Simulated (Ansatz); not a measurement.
# A family of molecules: the HOMO–LUMO gap

One atom is swapped for its congeners: Si(OH)2; Ge(OH)2; Sn(OH)2. All are singlets with charge 0.

Shapes, held fixed at every level: PBE0-D4/def2-TZVP. Flexible molecules stand in one conformer, not always the lowest. Programs: Ansatz 0.2.0. Values in eV.

| level | Si(OH)2 | Ge(OH)2 | Sn(OH)2 |
| --- | --- | --- | --- |
| SPW92/def2-TZVPP | 3.99 | 4.43 | 3.70 |
| PBE-D4/def2-TZVPP | 4.04 | 4.47 | 3.71 |
| B3LYP-D4/def2-TZVPP | 5.63 | 6.00 | 5.14 |
| r2SCAN0-D4/def2-TZVPP | 6.21 | 6.61 | 5.80 |
| wB97M-V/def2-TZVPP | 10.18 | 10.62 | 9.45 |
| wB97X-V/def2-TZVPP | 10.44 | 10.79 | 9.66 |

At wB97X-V/def2-TZVPP the HOMO–LUMO gap isn't monotonic: it is largest for Ge and smallest for Sn (10.79 and 9.66 eV). Every level shows the same order. For atoms past krypton def2 sets carry core potentials with scalar relativity. Relativity is left out for Ge unless named. Orbital gaps aren't excitation energies, and the LUMO depends on the basis.

The gap rises from Si to Ge and falls to Sn with every functional, so the ordering is far more robust than the gap itself, which more than doubles between SPW92 and wB97X-V, probably because long-range exact exchange separates occupied from empty levels more strongly. The Si–Ge difference barely changes with the functional, whereas the drop from Ge to Sn is larger with the two range-separated hybrids.

In such tetrylenes the HOMO is essentially the lone pair on the heavy atom, rich in s character, and the lowest valence acceptor is its out-of-plane p orbital, pushed up by π donation from oxygen. The maximum at Ge probably reflects the filled 3d shell, which screens the nuclear charge poorly and so stabilises the 4s-rich lone pair. At Sn, the more diffuse 5p orbital overlaps less with oxygen, which suggests a lower-lying acceptor level, while the lone pair is less tightly held than in Ge. Separate frontier-orbital energies would be needed to apportion the trend between the two levels.
